# How many grid points does a plane-wave cutoff demand?

A plane-wave code holds each orbital twice: as coefficients inside a cutoff sphere and as values on a uniform real-space grid. I want to derive when the two carry the same information, and then size the grid for a Cu(111) slab.

## Premises and conventions

1. The cell vectors are $\mathbf a_i$, the volume is $\Omega$, and $\mathbf a_i\cdot\mathbf b_j=2\pi\delta_{ij}$. With $\mathbf r=\sum_i s_i\mathbf a_i$ and $\mathbf G=\sum_i n_i\mathbf b_i$, $n_i$ integer, we have $\mathbf G\cdot\mathbf r=2\pi\sum_i n_is_i$.
2. A cell-periodic function is $f(\mathbf r)=\sum_{\mathbf G}f_{\mathbf G}e^{i\mathbf G\cdot\mathbf r}$ with $\sum|f_{\mathbf G}|$ finite, so sums may be reordered. It is band-limited at $G_c$ if $f_{\mathbf G}=0$ for $|\mathbf G|>G_c$.
3. The grid is $\mathbf r_{\mathbf j}=\sum_i (j_i/N_i)\mathbf a_i$, $j_i=0,\dots,N_i-1$, and the discrete transform is
$$\tilde f_{\mathbf G}=\frac{1}{N_1N_2N_3}\sum_{\mathbf j}f(\mathbf r_{\mathbf j})\,e^{-i\mathbf G\cdot\mathbf r_{\mathbf j}} .$$
4. An orbital is $\psi_{\mathbf k}=e^{i\mathbf k\cdot\mathbf r}u_{\mathbf k}$, $u_{\mathbf k}=\sum_{\mathbf G}c_{\mathbf G}e^{i\mathbf G\cdot\mathbf r}$, with $|\mathbf k+\mathbf G|\le G_{\max}$ and $\hbar^2G_{\max}^2/2m_e=E_{\rm cut}$. In Hartree units $G_{\max}=\sqrt{2E_{\rm cut}}$; in eV and Å, $\hbar^2/2m_e=3.810$ eV Å$^2$.

## Step 1: what the grid sees

Insert the series into the transform. Each direction gives a geometric sum with ratio $q=e^{2\pi i(n'-n)/N}$. If $n'-n$ is a multiple of $N$, then $q=1$ and the sum is $N$. Otherwise it is $(1-q^N)/(1-q)=0$, since $q^N=1$ and $q\neq1$. Hence
$$\tilde f_{\mathbf G}=\sum_{\mathbf L}f_{\mathbf G+\mathbf L},\qquad \mathbf L=\sum_i m_iN_i\mathbf b_i,\quad m_i\ \text{integer}.$$
I call the set of $\mathbf L$ the alias lattice. The grid returns the wanted coefficient plus all coefficients displaced from it by an alias vector.

## Step 2: the sampling theorem

Let $S$ be the set of $\mathbf G$ at which $f_{\mathbf G}$ may be nonzero. The samples fix every such $f$ if and only if no two members of $S$ differ by a nonzero $\mathbf L$.

*Sufficiency.* For $\mathbf G$ in $S$ only $\mathbf L=0$ contributes, so $\tilde f_{\mathbf G}=f_{\mathbf G}$, and the series gives $f$ everywhere.

*Necessity.* If $\mathbf G-\mathbf G'=\mathbf L\neq 0$, then $\mathbf L\cdot\mathbf r_{\mathbf j}=2\pi\sum_i m_ij_i$, so $e^{i\mathbf G\cdot\mathbf r}-e^{i\mathbf G'\cdot\mathbf r}$ vanishes at every grid point without being zero. Adding it to $f$ changes no sample.

## Step 3: the range of the Miller indices

From premise 1, $n_i=\mathbf G\cdot\mathbf a_i/2\pi$. The Cauchy–Schwarz inequality gives
$$|n_i|\le \frac{G_c|\mathbf a_i|}{2\pi}\equiv\xi_i,\qquad\text{so}\qquad |n_i|\le M_i=\lfloor\xi_i\rfloor .$$

**Question.** *I expected $G_c/|\mathbf b_i|$.*

That counts points only along the line through $\mathbf b_i$. All $\mathbf G$ with a given $n_i$ lie on a plane normal to $\mathbf a_i$, at distance $2\pi|n_i|/|\mathbf a_i|$ from the origin, and the sphere reaches the plane when that distance is at most $G_c$. Since $|\mathbf a_i||\mathbf b_i|\ge2\pi$, we have $G_c/|\mathbf b_i|\le\xi_i$, with equality when $\mathbf a_i$ is parallel to $\mathbf b_i$.

## Step 4: the box condition

Two members of the sphere differ in index $i$ by at most $2M_i$. A nonzero $\mathbf L$ changes at least one index by at least $N_i$. No aliasing can occur if
$$\boxed{N_i\ \ge\ 2\left\lfloor\frac{G_c|\mathbf a_i|}{2\pi}\right\rfloor+1}$$
The whole index box $|n_i|\le M_i$ then maps one-to-one into the FFT array, a negative $n_i$ being stored at $n_i+N_i$.

In terms of the step $h_i=|\mathbf a_i|/N_i$: any integer $N_i>2\xi_i$ exceeds $2M_i$, so $h_i<\pi/G_c$, two points per shortest wavelength, is sufficient. This is the periodic form of the Nyquist–Shannon criterion. Because $2\xi_i-1<2M_i+1\le2\xi_i+1$, the smallest allowed $N_i$ lies within one point of $2\xi_i$, and its step may slightly exceed $\pi/G_c$.

The reconstruction is explicit. In one direction with $N=2M+1$, put $\tilde f_n$ back into the series and do the geometric sum over $n$:
$$f(s)=\sum_{j=0}^{N-1}f(j/N)\,D(s-j/N),\qquad D(s)=\frac1N\sum_{n=-M}^{M}e^{2\pi ins}=\frac{\sin N\pi s}{N\sin\pi s}.$$
In three dimensions the kernel is the product of three such Dirichlet factors.

**Question.** *Why the extra point? For a real function $2M$ seems enough.*

With $N=2M$ the indices $+M$ and $-M$ share a slot. The real function $\sin 2\pi Ms$ takes the values $\sin\pi j=0$ on that grid. A real function has $2M+1$ real parameters, and $2M$ samples lose this one.

## Step 5: orbitals, density and potential

*Orbitals.* At $\mathbf k=0$, $G_c=G_{\max}$. Define $x_i=G_{\max}|\mathbf a_i|/2\pi$; then $N_i\ge2\lfloor x_i\rfloor+1$. At $\mathbf k=\sum_i k_i\mathbf b_i$ the sphere is off centre, and the argument of Step 3 applied to $\mathbf k+\mathbf G$ gives $|n_i+k_i|\le x_i$. A closed interval of length $2x_i$ holds at most $\lfloor2x_i\rfloor+1$ consecutive integers, and these have distinct residues if
$$N_i^{\psi}\ge\lfloor 2x_i\rfloor+1 .$$
Since $\lfloor2x\rfloor=\lfloor x\rfloor+\lfloor x+\tfrac12\rfloor$, this equals the $\Gamma$-point value when the fractional part of $x_i$ is below one half and is one larger otherwise.

*Density.* Each state contributes
$$|\psi_{\mathbf k}|^2=\sum_{\mathbf G,\mathbf G'}c_{\mathbf G}c^*_{\mathbf G'}e^{i(\mathbf G-\mathbf G')\cdot\mathbf r}.$$
The triangle inequality gives $|\mathbf G-\mathbf G'|\le|\mathbf k+\mathbf G|+|\mathbf k+\mathbf G'|\le2G_{\max}$. The sphere is centred for every $\mathbf k$, so $G_c=2G_{\max}$, equivalent to a cutoff energy $4E_{\rm cut}$, and
$$N_i^{\rho}\ge 2\lfloor 2x_i\rfloor+1,\qquad h_i\lesssim\frac{\pi}{2G_{\max}} .$$

**Question.** *The product $V\psi$ reaches $3G_{\max}$. Doesn't it need a finer grid?*

No, because we keep only its components inside the orbital sphere. The exact component is $\sum_{\mathbf G'}V_{\mathbf G-\mathbf G'}c_{\mathbf G'}$, so only $V_{\mathbf K}$ with $|\mathbf K|\le2G_{\max}$ enter, and $V$ may be truncated there at no loss. By Step 1 the grid adds terms with $\mathbf K+\mathbf G'=\mathbf G+\mathbf L$, that is $\mathbf L=\mathbf K-(\mathbf G-\mathbf G')$. Both $\mathbf K$ and $\mathbf G-\mathbf G'$ lie in the density sphere, and on an alias-free density grid their difference is never a nonzero $\mathbf L$. The outer components of the product are corrupted, and they are discarded.

**Question.** *What survives if I square the orbital on the small grid?*

The norm. The grid average of $|\psi|^2$ is $\tilde\rho_0=\sum_{\mathbf L}\rho_{\mathbf L}$, and $\rho_{\mathbf L}$ with $\mathbf L\ne0$ would need two plane waves of the orbital differing by $\mathbf L$, which the orbital grid excludes. The other density coefficients are in general aliased.

## Step 6: is the box the true minimum?

The box condition is sufficient, and Step 2 allows less. Two members of the sphere are at most $2G_c$ apart, so a second sufficient condition is
$$\min_{\mathbf L\ne0}|\mathbf L|>2G_c .$$
In an orthogonal cell $|\mathbf b_i|=2\pi/|\mathbf a_i|$, and this reads $N_i>2\xi_i$. There the box condition is also necessary: $M_i\mathbf b_i$ lies in the sphere, so for $N_i\le2M_i$ two points on that axis share a slot.

In a hexagonal cell take $|\mathbf a_1|=|\mathbf a_2|=a_s$ at $120^\circ$. Then $\mathbf b_1,\mathbf b_2$ have length $b=4\pi/(\sqrt3a_s)$ at $60^\circ$, and
$$|\mathbf G_\parallel|^2=b^2(n_1^2+n_1n_2+n_2^2).$$
The bracket is a positive integer for nonzero indices, with minimum 1. For $N_1=N_2=N$ the shortest in-plane $\mathbf L$ has length $Nb$, and the condition becomes
$$N>\frac{2G_c}{b}=\frac{\sqrt3}{2}\,2\xi_1 .$$
This is the gain of hexagonal sampling known from Petersen and Middleton (1962). To quantify it, ignore the floors. The sphere holds about $\Omega G_c^3/6\pi^2$ points, its volume divided by $(2\pi)^3/\Omega$, and the box grid has $G_c^3|\mathbf a_1||\mathbf a_2||\mathbf a_3|/\pi^3$. The filled fraction is $(\pi/6)\,\Omega/(|\mathbf a_1||\mathbf a_2||\mathbf a_3|)$, or $\sqrt3\pi/12=0.453$ for the hexagonal cell. The tighter grid has $3/4$ as many points and a fraction $\pi/(3\sqrt3)=0.605$. The price is bookkeeping: a slot must be assigned the $\mathbf G$ of its class that lies in the sphere, which need not be the one with the smallest indices.

## The Cu(111) slab

The assumed inputs are a cubic lattice constant of 3.61 Å, typical for copper, and $E_{\rm cut}=400$ eV, typical for the smooth orbitals of a PAW calculation. The cell is $1\times1$ with $|\mathbf a_3|=30$ Å along the normal. Then $a_s=3.61/\sqrt2=2.553$ Å, $\Omega=(\sqrt3/2)a_s^2|\mathbf a_3|=169.3$ Å$^3$, $b=2.842$ Å$^{-1}$ and $b_3=2\pi/30=0.2094$ Å$^{-1}$. The cutoff is 14.70 Ha, so $G_{\max}=5.422$ bohr$^{-1}=10.246$ Å$^{-1}$ and $2G_{\max}=20.49$ Å$^{-1}$. This gives $x_1=x_2=4.16$, $x_3=48.92$, $2x_1=8.33$ and $2x_3=97.8$.

| Quantity | Rule | $N_1=N_2$ | $N_3$ |
|---|---|---|---|
| orbital, $\Gamma$ | $2\lfloor x\rfloor+1$ | 9 | 97 |
| orbital, any $\mathbf k$ | $\lfloor2x\rfloor+1$ | 9 | 98 |
| density, box | $2\lfloor2x\rfloor+1$ | 17 | 195 |
| density, box, factors 2, 3, 5 only | next such integer | 18 | 200 |

The entry 98 is reached at $k_3=\tfrac12$ on the axis. A slab is sampled at $k_3=0$, so 97 applies. The reference step for the density is $\pi/2G_{\max}=0.1533$ Å. The 195-point axis has 0.1538 Å, slightly larger, as Step 4 permits. The rounded grid has steps 0.1418 Å and 0.1500 Å and $18\times18\times200=64800$ points, against about $\Omega G_{\max}^3/6\pi^2=3.1\times10^3$ plane waves per orbital, a ratio of about 21.

The in-plane bound $M_1=8$ is attained: at $(n_1,n_2)=(8,-4)$ the bracket is 48 and $|\mathbf G|=19.69$ Å$^{-1}$, inside the density sphere.

Now the strict minimum for a function filling that sphere. In the plane $4G_{\max}/b=14.42$, so $N=15$ suffices: $15b=42.6$ Å$^{-1}$ exceeds $4G_{\max}=41.0$ Å$^{-1}$. It combines with $N_3=195$, because any $\mathbf L$ with $m_3\neq0$ is excluded by the index range along the normal, and the rest lie in the plane. It is also necessary: $7b=19.9$ Å$^{-1}$ is inside the sphere, so $\pm7\mathbf b_1$ share a slot at $N_1=14$, and for smaller $N_1$ a closer pair on the same axis does; the same holds for $\mathbf b_2$. Likewise $97b_3=20.3$ Å$^{-1}$ is inside, so $N_3\le194$ fails. The minimum is $15\times15\times195$. On it $(8,-4)$ occupies the slot of $(-7,-4)$, whose bracket 93 exceeds the limit $(2G_{\max}/b)^2=52.0$, so the slot is free. Rounded to $15\times15\times200=45000$ points, this grid is 0.694 of the box grid, with an in-plane step of 0.170 Å.

**Question.** *Does a slab density fill the sphere?*

In the plane the critical vector can occur. At $\mathbf k=\mathbf b_1/2$ the plane waves $\mathbf k+\mathbf G=\pm3.5\,\mathbf b_1$ have length 9.95 Å$^{-1}$, below $G_{\max}$, and their product carries $7\mathbf b_1$. Along the normal it falls short. With $k_3=0$, $|n_3|\le48$, so the density has $|n_3|\le96$, and 193 points suffice, also for $V\psi$ if $V$ is cut to that range. The convenient size 192 misses by one and merges $n_3=\pm96$; with factors 2, 3, 5 one still lands on 200.

**Question.** *How sensitive is this to the lattice constant, and does the vacuum help?*

The in-plane minimum stays at 15 while $14\le4G_{\max}/b<15$. As $1/b$ is proportional to the lattice constant, this means 3.505 to 3.755 Å, from 2.9% below to 4.0% above the input. The compiled linear expansion of copper, $16.5\times10^{-6}$ K$^{-1}$ at 293 K (Kaye and Laby Online), amounts to 0.165% over 100 K if held constant, well inside that window. The vacuum does not help: $N_3$ follows from $|\mathbf a_3|$ and the cutoff alone. These grid sizes belong to the model cell and the assumed cutoff, and are no property of copper.

## Range of validity

The theorem is exact for periodic functions that are strictly band-limited and sampled on a uniform grid commensurate with the cell. It covers the orbitals, the density formed from them at equal $\mathbf k$, quantities linear in that density and diagonal in $\mathbf G$ such as its gradient and the Hartree potential, and the action of a local potential whose coefficients up to $2G_{\max}$ are known exactly.

With norm-conserving pseudopotentials $2G_{\max}$ bounds the whole valence density. In ultrasoft and PAW schemes it bounds only the part built from the smooth orbitals. Augmentation or compensation charges and partial core densities are set by atomic functions and need their own cutoff, inserted as $G_c$ in the same formula. Pair densities between $\mathbf k$ and $\mathbf k'$, as in exact exchange, obey $|\mathbf k-\mathbf k'+\mathbf G|\le2G_{\max}$, an off-centre sphere, so the rule of Step 5 gives $N_i\ge\lfloor4x_i\rfloor+1$.

The exchange-correlation potential is a nonlinear function of the density and in general has no band limit. Step 1 then bounds the aliasing error by $|\tilde f_{\mathbf G}-f_{\mathbf G}|\le\sum_{\mathbf L\ne0}|f_{\mathbf G+\mathbf L}|$. A rigid shift $\mathbf t$ of the system multiplies each alias term by $e^{-i\mathbf L\cdot\mathbf t}$ relative to the true one, so the energy acquires a ripple with the period of the grid, whose size must be found by refining the grid. Finally, the theorem says nothing on whether $E_{\rm cut}$ is converged: it guarantees only that the grid loses nothing that the basis holds.